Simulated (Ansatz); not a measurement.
SiC: energy less reference as mesh points along a varies

All results are calculated (Ansatz 0.2.0). One setting of a density functional single point varied, free energy counted from the run at the reference value, pressure positive in compression; periodic cell, basis, potentials, k mesh and filling as listed.

Structure of every row (space group P6_3mc, No. 186):
```
SiC
1.0
      3.0760     0.0000     0.0000
     -1.5380     2.6639     0.0000
      0.0000     0.0000     5.0480
Si C
2 2
Direct
  0.33333 0.66667 0.00000
  0.66667 0.33333 0.50000
  0.33333 0.66667 0.38500
  0.66667 0.33333 0.88500
```

Settings of every row: functional r2SCAN; dispersion none; potentials PAW; wave cutoff 500 eV; density cutoff 2000 eV; k shift 0x0x0; occupations fixed; smearing width 0 eV; spin none; varied setting k mesh; reference k mesh 8x8x4; meshes run 3x3x2, 4x4x3, 5x5x3, 6x6x4, 8x8x4.

| row | mesh points along a | energy less reference (meV/atom) |
| --- | --- | --- |
| 1 | 3 | 119.49 |
| 2 | 4 | ? |
| 3 | 5 | 9.46 |
| 4 | 6 | 2.11 |
| 5 | 8 | 0 |

Question: what energy less reference should row 2 give?

Worked fit of energy less reference. Measure energy less reference from the row with the finest mesh, 0.00 meV/atom, and take the logarithm of what remains: 3 → 4.78, 5 → 2.25, 6 → 0.75. In a crystal with a gap such sums converge about exponentially, and a straight line through these is ln|rest| = 8.82 − 1.334 × n. At n = 4 the line gives ln|rest| = 3.484, a rest of 32.59 meV/atom, and so 0.00 + 32.59 = 32.59 meV/atom.

The calculation gave 31.48 meV/atom. The fit lies 1.11 meV/atom (3.5 % of the value, 0.93 % of the column's range) above it; its largest miss of a shown row is 4.23 meV/atom.
